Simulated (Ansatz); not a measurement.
Bi2Te2Se: energy above lowest point and pressure against volume scale

Free energy against uniform scaling of the volume at fixed shape and fractions; periodic cell, basis, potentials, k mesh and filling as listed. The results are calculated, by Ansatz 0.2.0.

The cell before it is scaled or strained (space group R-3m, No. 166):
```
Bi2Te2Se
1.0
      2.1610     1.2476    10.5856
     -2.1610     1.2476    10.5856
      0.0000    -2.4953    10.5856
Bi Te Se
2 2 1
Direct
  0.60828 0.60828 0.60828
  0.39172 0.39172 0.39172
  0.21960 0.21960 0.21960
  0.78040 0.78040 0.78040
  0.00000 0.00000 0.00000
```

Settings of every row: functional r2SCAN; dispersion none; potentials PAW; wave cutoff 600 eV; density cutoff 2400 eV; k mesh 6x6x6; k shift 0x0x0; occupations fixed; smearing width 0 eV; spin none.

Limits: a layered crystal: even scaling strains the bonds within the layers, so this curve is stiffer than the crystal under pressure; no spin-orbit coupling, which can matter with elements this heavy; the cell comes from a prototype or a list of computed structures and needn't be the stable phase.

```
row  volume scale  V (Å³/atom)  energy above lowest point (meV/atom)  pressure (GPa)
  1          0.94       32.193                                  22.5            3.68
  2          0.96       32.878                                   9.7            2.33
  3          0.98       33.563                                   2.4            1.11
  4             1       34.248                                     0            0.02
  5          1.02       34.933                                     2           -0.95
  6          1.04       35.618                                     ?               ?
  7          1.06       36.303                                  17.5           -2.61
```

Question: what energy above lowest point and pressure should row 6 give?

Worked fit of energy above lowest point. Take u = (V_r/V)^(2/3) − 1 with V_r = 33.906 Å³ an atom, which is twice the finite (Eulerian) strain; such expansions in the strain, on which the Birch-Murnaghan equation of state is built, carry the rest volume and the bulk modulus. The shown rows have u = 0.03517, 0.02074, 0.0068, -0.00667, -0.0197, -0.04452. Least squares give energy above lowest point = 0.61 + 176.4 × u + 12592 × u² + 2479 × u³ meV/atom; a parabola predicts inner rows, each left out in turn, worse (root mean square 0.049 against 0.014 meV/atom). All shown rows lie on it to the printed digit. Its lowest point lies at u = -0.0070, or V = 34.27 Å³ an atom, and the curvature there gives the bulk modulus at fixed shape and fractions, B = (4/9)(1 + u)² E″(u)/V = 51.4 GPa. Letting shape and atoms relax would as a rule lower it, by much in layered, chain or molecular crystals. The withheld row has u = -0.03231, so the fit gives 0.61 + 176.4 × (-0.03231) + 12592 × (-0.03231)² + 2479 × (-0.03231)³ = 8.0 meV/atom.

The calculation gave 8 meV/atom. The fit meets it to the printed digit.

Worked fit of pressure. Take u = (V_r/V)^(2/3) − 1 with V_r = 33.906 Å³ an atom, which is twice the finite (Eulerian) strain; such expansions in the strain, on which the Birch-Murnaghan equation of state is built, carry the rest volume and the bulk modulus. The shown rows have u = 0.03517, 0.02074, 0.0068, -0.00667, -0.0197, -0.04452. Least squares give pressure = 0.553 + 81 × u + 224.7 × u² GPa; a straight line predicts inner rows, each left out in turn, worse (root mean square 0.14 against 0.0055 GPa). The rows lie off it by 0.00, 0.00, 0.00, 0.00, 0.01, 0.00. The pressure vanishes at u = -0.0070, or V = 34.26 Å³ an atom, and there the bulk modulus at fixed shape and fractions is B = −V dP/dV = (2/3)(1 + u) dP/du = 51.6 GPa. Letting shape and atoms relax would as a rule lower it, by much in layered, chain or molecular crystals. The withheld row has u = -0.03231, so the fit gives 0.553 + 81 × (-0.03231) + 224.7 × (-0.03231)² = -1.83 GPa.

The calculation gave -1.83 GPa. The fit meets it to the printed digit.
